A crystal of WSe2 is a stack of Se–W–Se slabs, strongly bonded inside and weakly held across the gaps between them. Here the whole cell is scaled evenly, so slabs, gaps and in-plane distances all shrink by the same fraction. The level of theory is PBE without a dispersion correction. Volume is given per atom, and a positive pressure means that the cell pushes outward.

WSe2 (space group P6_3/mmc, 6-atom cell) was computed with Ansatz 0.2.0 using scalar-relativistic, non-spin-polarised PBE and frozen-core PAW (set soft_2), a 420 eV wave cutoff, an 11×11×3 k mesh and Fermi–Dirac smearing of 0.08 eV. The cell is scaled evenly with the atoms at fixed fractional positions, and pressure is positive in compression.

| volume (Å³/atom) | c/a | shortest distance (Å) | pressure (GPa) |
| --- | --- | --- | --- |
| 19.047 | 3.9423 | 2.480 | 14.120 |
| 19.453 | 3.9423 | 2.497 | 10.273 |
| 19.858 | 3.9423 | 2.514 | 6.816 |
| 20.061 | 3.9422 | 2.523 | 5.221 |
| 20.263 | 3.9422 | 2.531 | 3.709 |
| 20.466 | 3.9423 | 2.540 | 2.275 |
| 20.669 | 3.9422 | 2.548 | 0.915 |
| 21.074 | 3.9422 | 2.565 | -1.596 |
| 21.479 | 3.9423 | 2.581 | -3.853 |

### 1. At which volume does the cell stop pushing?

The pressure changes sign between 20.669 and 21.074 Å³/atom, and a smooth curve through the rows puts the zero at 20.81 Å³/atom. Below that volume the cell would lower its energy by expanding; above it, by contracting. The ratio c/a is held fixed and the shortest distance, the W–Se bond, simply follows the scaling. Neither of them is a response of the crystal.

### 2. Why does the same change of volume cost more pressure in the small cell?

The first step of the table, about 2 % in volume, changes the pressure by 3.8 GPa; the last, of nearly the same size, changes it by 2.3 GPa. When atoms are pushed together, the repulsion between their overlapping electron shells grows faster than the attraction of the bonds. Each further bit of compression therefore meets more resistance.

The bulk modulus, which is the pressure needed per fractional loss of volume, accordingly drops from 182 GPa between the two smallest cells to 119 GPa between the two largest. A Birch–Murnaghan curve with three adjustable constants, fitted to all nine rows, follows this change closely, whereas a constant modulus does not. The output after this text gives both fits.

### 3. Which part of the crystal carries the pressure?

The total pressure can't tell, but the stress along c and the force on the Se atoms, both from the same runs, can. Let $P_s$ be the pressure with which a slab resists being made thinner, and $P_g$ the pressure with which a gap resists being closed. Slabs fill a fraction $f = 0.516$ of the height of the cell. Squeezing the cell along c thins slabs and gaps by the same fraction, so the stress along c is the weighted mean

$$\sigma_c = f P_s + (1-f) P_g .$$

An Se atom sits on the border between slab and gap. If it moves outward, the slab thickens and the gap narrows by the same amount. The outward force $F$ on it, divided by the basal area $A$ of the cell, is therefore the difference of the two pressures:

$$F/A = P_s - P_g .$$

Take the smallest cell, where $F$ is 1.292 eV/Å and $A$ is about 9.0 Å². Their ratio is 0.144 eV/Å³, or 23.0 GPa. With $\sigma_c = 15.97$ GPa, the gap pressure is $15.97 - 0.516 \times 23.0 = 4.1$ GPa. The slab pressure is higher by 23.0 GPa, which makes it 27.1 GPa.

Over the whole series the slab pressure falls by 37 GPa and the gap pressure by only 2.1 GPa, although both thicknesses change by the same fraction. The strongly bonded slab thus supplies nearly all of the response along c. Part of its pressure comes from the in-plane squeezing that goes on at the same time, so the two numbers aren't the stiffnesses of a slab and a gap pressed along c alone. The split also covers only the stress along c. The in-plane stress, which counts twice in the mean pressure, is not divided here, though the bonded slabs are expected to carry most of it.

### 4. How safe is that split?

The two equations follow from the energy alone and contain no adjustable constant, so the split does not rest on the fitted curve. One step is argued: the force is taken to point outward in the small cells, because shortened W–Se bonds should push Se away from the W plane. With the opposite direction, slab and gap would trade roles, and the gap pressure would fall by 38 GPa. A van der Waals gap that stiff would contradict what is known of layered crystals.

### 5. Is the cell at zero pressure a relaxed crystal?

No. At 20.81 Å³/atom the gaps still push with about 2.4 GPa, while the slabs have already gone into tension. The zero of the total pressure is a balance between parts that would each like to change.

The Se force gives a different warning. It vanishes near 20.47 Å³/atom, where slab and gap happen to push equally hard, yet the cell as a whole is still under more than 2 GPa. A vanishing force and a vanishing pressure are separate conditions, and no row of this series meets both.

### 6. May 131 GPa be used as the bulk modulus of WSe2?

That is the modulus at zero pressure along this path, and it should not be used for a real piece of the material. Even scaling forces the stiff slabs to shrink as much as the soft gaps. In a neighbouring series, with the cell shape and the Se positions relaxed at each volume, the gaps would take up most of the first compression. The pressure would then rise more gently at first and steepen as the gaps close.

This is the well-known behaviour of layered crystals, and the small change of the gap pressure points the same way. How much softer the relaxed crystal is can't be read from these rows. For a design value, include dispersion, which binds the layers, and relax the cell shape and the atoms at each volume before fitting the curve.

### 7. What would a dispersion correction change?

PBE lacks the long-range attraction that holds the slabs together. This fits the finding that the gaps push outward in every row, even in the most expanded cell. A dispersion correction would add attraction across the gaps and so lower the pressure at a given volume.

The split gives a size for one part of this. At zero total pressure the gaps contribute, through the stress along c, about 0.4 GPa to the mean pressure. If added attraction cancelled just that part, the zero would move down by about 0.06 Å³/atom on the same path. The full shift is expected to be several times larger, because the attraction between neighbouring slabs also pulls along the layers and on the slab thickness. Atoms within a slab attract each other too, but they lie so close that the size of this part depends strongly on how the correction is damped at short range. No row includes dispersion, so the full shift can't be read from the table.

### 8. Which digits can be trusted?

Within this calculation, energies and stresses are consistent: pressures worked out from the energies of neighbouring rows agree with the listed ones to within 0.06 GPa. That check does not test the k mesh or the PAW files, which are the same in every row. The correction for the finite set of plane waves moves the zero-pressure volume by only 0.004 Å³/atom.

As a statement about the material, far fewer digits count. Merely cancelling the push of the gaps would shift the zero more than ten times as far as the plane-wave correction does, and the effect of relaxing the cell is not known from these rows. Spin–orbit coupling, which matters for the bands of a heavy element such as W, is also absent, and its effect on the pressure is untested. Quote the zero-pressure volume as 20.8 Å³/atom, and name the path and the functional with it.

Numerical output:

```
fit of pressure on 9 rows: coefficient of (s/vol)**(7/3) - (s/vol)**(5/3) 196.4 +/- 0.072, coefficient of ((s/vol)**(7/3) - (s/vol)**(5/3))*((s/vol)**(2/3) - 1) 62.29 +/- 1.4, s 20.81; rms 0.00238, worst 19.453 -0.0046, leave-one-out rms 0.00492
fit of pressure on 9 rows: constant 453.2 +/- 14, coefficient of log(vol) -149.3 +/- 4.7; rms 0.44, worst 19.047 -0.766, leave-one-out rms 0.687
bulk modulus on this path at zero pressure, GPa: 131
pressure derivative of that modulus: 4.423
modulus from the most compressed pair of rows, GPa: 182.4
modulus from the most expanded pair of rows, GPa: 118.6
largest gap between pressure from energies and mean of neighbouring pressures, GPa: 0.05521
stresses and normal pressures in GPa:
     row  in-plane  along c     slab    gap
  19.047      13.2    15.97     27.1  4.085
  19.453     9.567    11.69    19.24  3.638
  19.858     6.308    7.833    12.15  3.234
  20.061     4.805    6.054    8.874  3.046
  20.263     3.381    4.365    5.767   2.87
  20.466     2.031    2.762    2.818  2.703
  20.669    0.7521    1.242  0.01907  2.545
  21.074    -1.608    -1.57   -5.156  2.255
  21.479    -3.728   -4.102   -9.818  1.993
share of the layer spacing taken by the Se-W-Se slab: 0.516
fall of slab pressure over the series, GPa: 36.92
fall of gap pressure over the series, GPa: 2.092
ratio of these two falls: 17.65
fall of gap pressure if the Se force had the opposite sign, GPa: 38.05
volume where the Se force vanishes, A3/atom: 20.47
gap pressure where the total pressure vanishes, GPa: 2.443
part of the mean pressure due to the gap there, GPa: 0.3941
volume shift if that part were cancelled, A3/atom: 0.06263
volume shift from the Pulay correction, A3/atom: 0.00445
```
